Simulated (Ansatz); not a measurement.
**Relative energies of SiNH4 isomers**

2 of its isomers, all doublets with charge 0: A = `N[SiH2]`; B = `[NH][SiH3]`.

Shapes, held fixed at every level: PBE0-D4/def2-TZVP. Flexible molecules stand in one conformer, not always the lowest. Programs: Ansatz 0.2.0.

A:

```xyz
6

N    -0.0623   -0.8635    0.0209
Si    0.3074    0.8153    0.1616
H     0.5650   -1.4759   -0.4764
H    -0.5036   -1.3465    0.7876
H     0.6574    1.3078   -1.2041
H    -0.9216    1.4989    0.6643
```

B:

```xyz
6

N     0.5921   -0.8352    0.9095
Si   -0.2037    0.3476   -0.1100
H     0.9228   -1.6407    0.3727
H    -1.3106   -0.2823   -0.8855
H     0.7895    0.9118   -1.0689
H    -0.7481    1.4348    0.7362
```

Electronic energies in kJ/mol, without zero-point or thermal terms.

Q: Which isomer should be the most stable, and roughly by how much?

A: A < B in rising energy, over a span of 94 kJ/mol, by CCSD(T)/CBS estimate. All levels agree on that. The B − A difference spans +47.5 to +110.4 kJ/mol over the levels. Open shells run unrestricted unless RO is named. The CBS estimate extrapolates MP2 from def2-TZVPP and def2-QZVPP and adds CCSD(T) − MP2 in the triple-zeta set, cores frozen.

```json
{"level": "HF/def2-SVP", "kind": "Hartree–Fock", "B − A": "+47.5"}
{"level": "r2SCAN-D4/def2-TZVPP", "kind": "meta-GGA", "B − A": "+92.7"}
{"level": "B3LYP-D4/def2-TZVPP", "kind": "global hybrid", "B − A": "+90.2"}
{"level": "BHLYP-D4/def2-TZVPP", "kind": "global hybrid", "B − A": "+78.1"}
{"level": "PBE0-D4/def2-TZVPP", "kind": "global hybrid", "B − A": "+99.0"}
{"level": "wB97M-V/def2-TZVPP", "kind": "range-separated hybrid", "B − A": "+89.6"}
{"level": "MP2/def2-TZVPP", "kind": "perturbation theory", "B − A": "+110.4"}
{"level": "CCSD(T)/CBS estimate", "kind": "coupled cluster or CI", "B − A": "+94.3"}
```

The aminosilyl radical, H2N–SiH2, lies well below the silylaminyl radical, HN–SiH3, and the gap is large enough that the order is not in doubt. The two differ by moving one hydrogen between silicon and nitrogen, so the energy mainly reflects the greater strength of an N–H bond over an Si–H bond. Put differently, the unpaired electron is better placed on the electropositive silicon than on nitrogen, where it leaves an electronegative atom short of a bond. Donation from the nitrogen lone pair into the silyl centre probably adds a smaller stabilisation.

Hartree–Fock gives only about half the coupled-cluster gap, while MP2 overshoots it. This suggests that correlation favours the isomer with more fully paired electrons around the compact nitrogen, although the smaller basis in the Hartree–Fock row may contribute too. The preference is thermodynamic: without a barrier for the 1,2-hydrogen shift, nothing follows about how long the silylaminyl radical would survive once formed.
